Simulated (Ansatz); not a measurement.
## How methods differ on BH2Cl (SMILES [H]B([H])Cl)

BH2Cl: 4 atoms, total charge 0, spin state singlet. As SMILES, `[H]B([H])Cl`. Geometry: relaxed at GFN2-xTB.

Quantity: the electronic atomisation energy, in eV. The values are calculated. Electronic energies at fixed atoms, without zero-point motion or spin-orbit coupling.

| level | kind | program | value (eV) | less FCI/STO-3G |
| --- | --- | --- | --- | --- |
| HSE06/STO-3G | range-separated hybrid | Ansatz | 16.43 | +2.28 |
| wB97M-V/STO-3G | range-separated hybrid | Ansatz | 16.67 | +2.52 |
| B2PLYP/STO-3G | double hybrid | Ansatz | 15.61 | +1.46 |
| MP2/STO-3G | perturbation theory | Ansatz | 14.29 | +0.14 |
| BCCD(T)/STO-3G | coupled cluster or CI | Ansatz | 14.14 | -0.01 |
| CCSD(T)/STO-3G | coupled cluster or CI | Ansatz | 14.14 | -0.01 |
| CCSD/STO-3G | coupled cluster or CI | Ansatz | 14.10 | -0.05 |
| CCSDT/STO-3G | coupled cluster or CI | Ansatz | 14.15 | 0.00 |
| FCI/STO-3G | exact in the basis | Ansatz | 14.15 | 0.00 |

FCI/STO-3G is exact within its basis and frozen core, so for wave-function methods in that basis the difference is their error; functionals converge differently with the basis, so for them it is only a difference. The values span 14.10 to 16.67 eV. All rows use very small basis sets, so even the best lies far from the true value.

The coupled-cluster series closes in on the exact result within the basis: CCSD falls short by 0.05 eV, perturbative triples recover most of that, and full triples leave no difference at the printed precision. This is the behaviour expected of a closed-shell molecule with strong, localised σ bonds and modest chlorine-to-boron π donation, where one determinant dominates and connected triples are a small correction. Replacing the Hartree-Fock reference with Brueckner orbitals changes nothing visible, so orbital relaxation is not a limiting factor here. MP2 errs in the opposite direction, overbinding by 0.14 eV.

The density functionals all lie higher, with the double hybrid closest to FCI, probably because density-based correlation is not confined to the few virtual orbitals available, whereas the perturbative part of B2PLYP is. Their spread is therefore no ranking of the functionals' accuracy for B–H and B–Cl bonds. STO-3G exponents are scaled for molecules and describe free hydrogen atoms poorly, which favours the molecule and pushes atomisation energies upwards, even at the FCI level.
